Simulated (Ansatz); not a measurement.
**Group exchange: C3H6Cl2 + CH4GeS2 → C2H4Cl2 + C2H6GeS2**

Species: C3H6Cl2 (2,2-dichloropropane) `CC(C)(Cl)Cl`, singlet; CH4GeS2 `C[S][Ge][SH]`, singlet; C2H4Cl2 (1,1-dichloroethane) `CC(Cl)Cl`, singlet; C2H6GeS2 `C[S][Ge][S]C`, singlet. The partners trade CH3 for H: C–CH3 and S–H bonds give way to C–H and S–CH3.

Shapes, held fixed at every level: PBE0-D4/def2-TZVP. Flexible molecules stand in one conformer, not always the lowest. Programs: Ansatz 0.2.0. Electronic energies: no zero-point or thermal term.

```json
{"level": "HF/def2-TZVPP", "kind": "Hartree–Fock", "ΔE (kJ/mol)": "+24.5", "less CCSD(T)/def2-TZVPP": "-3.0"}
{"level": "r2SCAN-D4/def2-TZVPP", "kind": "meta-GGA", "ΔE (kJ/mol)": "+23.2", "less CCSD(T)/def2-TZVPP": "-4.3"}
{"level": "PBE0-D4/def2-TZVPP", "kind": "global hybrid", "ΔE (kJ/mol)": "+20.8", "less CCSD(T)/def2-TZVPP": "-6.7"}
{"level": "wB97X-V/def2-TZVPP", "kind": "range-separated hybrid", "ΔE (kJ/mol)": "+24.9", "less CCSD(T)/def2-TZVPP": "-2.6"}
{"level": "MP2/def2-TZVPP", "kind": "perturbation theory", "ΔE (kJ/mol)": "+27.9", "less CCSD(T)/def2-TZVPP": "+0.4"}
{"level": "CCSD/def2-TZVPP", "kind": "coupled cluster or CI", "ΔE (kJ/mol)": "+28.0", "less CCSD(T)/def2-TZVPP": "+0.5"}
{"level": "CCSD(T)/def2-TZVPP", "kind": "coupled cluster or CI", "ΔE (kJ/mol)": "+27.5", "less CCSD(T)/def2-TZVPP": "0.0"}
```

The highest level, CCSD(T)/def2-TZVPP, gives ΔE = +27.5 kJ/mol; the levels span +20.8 to +28.0. The column of differences is taken from that level and isn't an error. No measured value is set beside it here. Relativity is left out for Ge. Outer-core shells of Ge are correlated in most correlated rows, in sets that cover them unevenly.

The exchange is endothermic at every level, so methyl prefers the dichlorinated carbon to the thiolate sulfur. The likely reason is that the carbon bearing two chlorines is electron-poor and gains more from a methyl group than from hydrogen, through polarisation and hyperconjugation into the C–Cl antibonding orbitals, along with the usual stabilisation of a branched carbon centre. Sulfur, much closer to carbon in electronegativity, probably gains less from the same substitution.

Hartree–Fock already recovers most of the reaction energy, at +24.5 kJ/mol, so the preference isn't chiefly a correlation effect. Both Ge–S linkages survive the exchange, which should help errors at germanium to cancel. MP2, CCSD and CCSD(T) nearly coincide, leaving little role for connected triples in this difference. All three density functionals fall below CCSD(T), PBE0-D4 furthest, perhaps because they describe medium-range correlation around the branched carbon differently. The total alone can't show how much of the energy arises at carbon and how much at sulfur.
